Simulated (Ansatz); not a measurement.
LaHg2: the change of energy above lowest point with volume scale

All results are calculated (Ansatz 0.2.0). Free energy against uniform scaling of the volume at fixed shape and fractions; periodic cell, basis, potentials, k mesh and filling as listed.

The cell before it is scaled or strained (space group P-3m1, No. 164):
```
cell vectors (Å)
   4.9600     0.0000     0.0000
  -2.4800     4.2955     0.0000
   0.0000     0.0000     3.6500
atoms (fractions of the cell vectors)
La  0.00000  0.00000  0.00000
Hg  0.33333  0.66667  0.45000
Hg  0.66667  0.33333  0.55000
```

Settings of every row: functional PBEsol; dispersion none; potentials PAW; wave cutoff 500 eV; density cutoff 2000 eV; k mesh 7x7x8; k shift 0x0x0; occupations cold; smearing width 0.15 eV; spin none.

Limits: coarse k mesh, up to 40 meV an atom off; no spin-orbit coupling, which can matter with elements this heavy.

| row | volume scale | V (Å³/atom) | energy above lowest point (meV/atom) |
| --- | --- | --- | --- |
| 1 | 0.88 | 22.811 | 82.5 |
| 2 | 0.92 | 23.848 | 29.5 |
| 3 | 0.96 | 24.885 | 4 |
| 4 | 1 | 25.922 | 0 |
| 5 | 1.04 | 26.959 | ? |
| 6 | 1.08 | 27.996 | 37.9 |
| 7 | 1.12 | 29.033 | 73.1 |

Question: what energy above lowest point should row 5 give?

Worked fit of energy above lowest point. Take u = (V_r/V)^(2/3) − 1 with V_r = 25.404 Å³ an atom, which is twice the finite (Eulerian) strain; such expansions in the strain, on which the Birch-Murnaghan equation of state is built, carry the rest volume and the bulk modulus. The shown rows have u = 0.07441, 0.04304, 0.01386, -0.01337, -0.06272, -0.08517. Least squares give energy above lowest point = −0.33 + 140.7 × u + 12467 × u² + 8116 × u³ meV/atom; a parabola predicts inner rows, each left out in turn, worse (root mean square 1.2 against 0.053 meV/atom). All shown rows lie on it to the printed digit. Its lowest point lies at u = -0.0057, or V = 25.62 Å³ an atom, and the curvature there gives the bulk modulus at fixed shape and fractions, B = (4/9)(1 + u)² E″(u)/V = 67.8 GPa. Letting shape and atoms relax would as a rule lower it, by much in layered, chain or molecular crystals. The withheld row has u = -0.03883, so the fit gives −0.33 + 140.7 × (-0.03883) + 12467 × (-0.03883)² + 8116 × (-0.03883)³ = 12.5 meV/atom.

The calculation gave 12.5 meV/atom. The fit meets it to the printed digit.
